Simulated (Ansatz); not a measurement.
# GdSi2: the change of energy above lowest point and pressure with volume scale

All results are calculated (Ansatz 0.2.0). Free energy against uniform scaling of the volume at fixed shape and fractions; periodic cell, basis, potentials, k mesh and filling as listed.

The cell before it is scaled or strained (space group P6/mmm, No. 191):
```
cell vectors (Å)
   4.0593     0.0000     0.0000
  -2.0297     3.5155     0.0000
   0.0000     0.0000     4.0715
atoms (fractions of the cell vectors)
Gd  0.00000  0.00000  0.00000
Si  0.66667  0.33333  0.50000
Si  0.33333  0.66667  0.50000
```

Settings of every row: functional PBEsol; dispersion none; potentials PAW; wave cutoff 500 eV; density cutoff 2000 eV; k mesh 8x8x7; k shift 0x0x0; occupations fermi dirac; smearing width 0.1 eV; spin collinear.

Limits: coarse k mesh, up to 40 meV an atom off; state may not be the lowest; the cell comes from a prototype or a list of computed structures and needn't be the stable phase; with one magnetic atom in the cell only parallel moments are possible.

| row | volume scale | V (Å³/atom) | energy above lowest point (meV/atom) | pressure (GPa) |
| --- | --- | --- | --- | --- |
| 1 | 0.88 | 17.043 | 55.8 | 11.3 |
| 2 | 0.92 | 17.818 | ? | ? |
| 3 | 0.96 | 18.593 | 0 | 1.05 |
| 4 | 1 | 19.367 | 3.8 | -2.49 |
| 5 | 1.04 | 20.142 | 22.9 | -5.3 |
| 6 | 1.08 | 20.917 | 54.1 | -7.49 |
| 7 | 1.12 | 21.691 | 94.6 | -9.21 |

Question: what energy above lowest point and pressure should row 2 give?

Worked fit of energy above lowest point. Take u = (V_r/V)^(2/3) − 1 with V_r = 19.755 Å³ an atom, which is twice the finite (Eulerian) strain; such expansions in the strain, on which the Birch-Murnaghan equation of state is built, carry the rest volume and the bulk modulus. The shown rows have u = 0.10345, 0.04124, 0.01331, -0.01285, -0.03739, -0.06042. Least squares give energy above lowest point = 11.69 − 736.07 × u + 10792.7 × u² + 4299 × u³ meV/atom; a parabola predicts inner rows, each left out in turn, worse (root mean square 0.69 against 0.042 meV/atom). All shown rows lie on it to the printed digit. The withheld row has u = 0.07122, so the fit gives 11.69 − 736.07 × (0.07122) + 10792.7 × (0.07122)² + 4299 × (0.07122)³ = 15.6 meV/atom.

The calculation gave 15.5 meV/atom. The fit lies 0.1 meV/atom (0.11 % of the column's range) above it, one unit of the last digit.

Worked fit of pressure. Take u = (V_r/V)^(2/3) − 1 with V_r = 19.755 Å³ an atom, which is twice the finite (Eulerian) strain; such expansions in the strain, on which the Birch-Murnaghan equation of state is built, carry the rest volume and the bulk modulus. The shown rows have u = 0.10345, 0.04124, 0.01331, -0.01285, -0.03739, -0.06042. Least squares give pressure = −3.981 + 106.703 × u + 356.83 × u² + 382.7 × u³ GPa; a parabola predicts inner rows, each left out in turn, worse (root mean square 0.063 against 0.01 GPa). The rows lie off it by 0.00, 0.00, 0.01, -0.01, 0.00, 0.00. The withheld row has u = 0.07122, so the fit gives −3.981 + 106.703 × (0.07122) + 356.83 × (0.07122)² + 382.7 × (0.07122)³ = 5.57 GPa.

The calculation gave 5.56 GPa. The fit lies 0.01 GPa (0.049 % of the column's range) above it, one unit of the last digit.
